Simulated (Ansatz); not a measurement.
**Abstraction of H: Al(CH3)2F + CH4N → Al(CH2)(CH3)F + CH5N**

Species: Al(CH3)2F, singlet; CH4N (methyl amino radical) `C[NH]`, doublet; Al(CH2)(CH3)F, doublet; CH5N `CN`, singlet. A radical takes H: the energy is the difference in strength between the C–H bond broken and the N–H bond made.

Shapes, held fixed at every level: PBE0-D4/def2-TZVP. Flexible molecules stand in one conformer, not always the lowest. Programs: Ansatz 0.2.0. Electronic energies: no zero-point or thermal term.

```tsv
level	kind	ΔE (kJ/mol)	less CCSD(T)/CBS estimate	CPU time (sum over the molecules)
HF/def2-TZVPP	Hartree–Fock	+0.1	+12.1	–
r2SCAN-D4/def2-TZVPP	meta-GGA	-1.8	+10.2	29 s
r2SCAN0-D4/def2-TZVPP	global hybrid	-2.9	+9.1	31 s
wB97M-V/def2-TZVPP	range-separated hybrid	-5.2	+6.8	64 s
CCSD(T)/def2-TZVPP	coupled cluster or CI	-8.4	+3.6	7.3 min
CCSD/def2-TZVPP	coupled cluster or CI	-9.0	+3.0	–
CCSD(T)/CBS estimate	coupled cluster or CI	-12.0	0.0	9.1 min
```

The highest level, CCSD(T)/CBS estimate, gives ΔE = -12.0 kJ/mol; the levels span -12.0 to +0.1. They disagree on the sign: 1 of 7 are positive. The column of differences is taken from that level and isn't an error. No measured value is set beside it here. Open shells run unrestricted unless RO is named. The CBS estimate extrapolates MP2 from def2-TZVPP and def2-QZVPP and adds CCSD(T) − MP2 in the triple-zeta set, cores frozen. Times are processor times on shared x86 and Arm servers, and rough.

Hydrogen transfer from the aluminium-bound methyl group to the aminyl radical is mildly downhill, by 12.0 kJ/mol at the highest level. The N–H bond made is thus only slightly stronger than the C–H bond broken. Nitrogen's electronegativity favours a strong, polar N–H bond, while the carbon radical left behind probably gains some stability by delocalising its unpaired electron towards the formally empty p orbital on aluminium, an effect that fluorine lone-pair donation should temper.

Hartree–Fock makes the exchange essentially thermoneutral, so its positive sign carries little chemical meaning. Most of the driving force comes from correlation, which suggests that the new N–H pair, close to the nitrogen lone pair, gains more correlation energy than the C–H pair loses. Triples barely alter the balance, whereas going from the triple-zeta basis to the extrapolated limit adds a further 3.6 kJ/mol of exothermicity.

A favourable reaction energy does not establish abstraction as the preferred pathway, since nitrogen could instead coordinate to the Lewis-acidic aluminium.
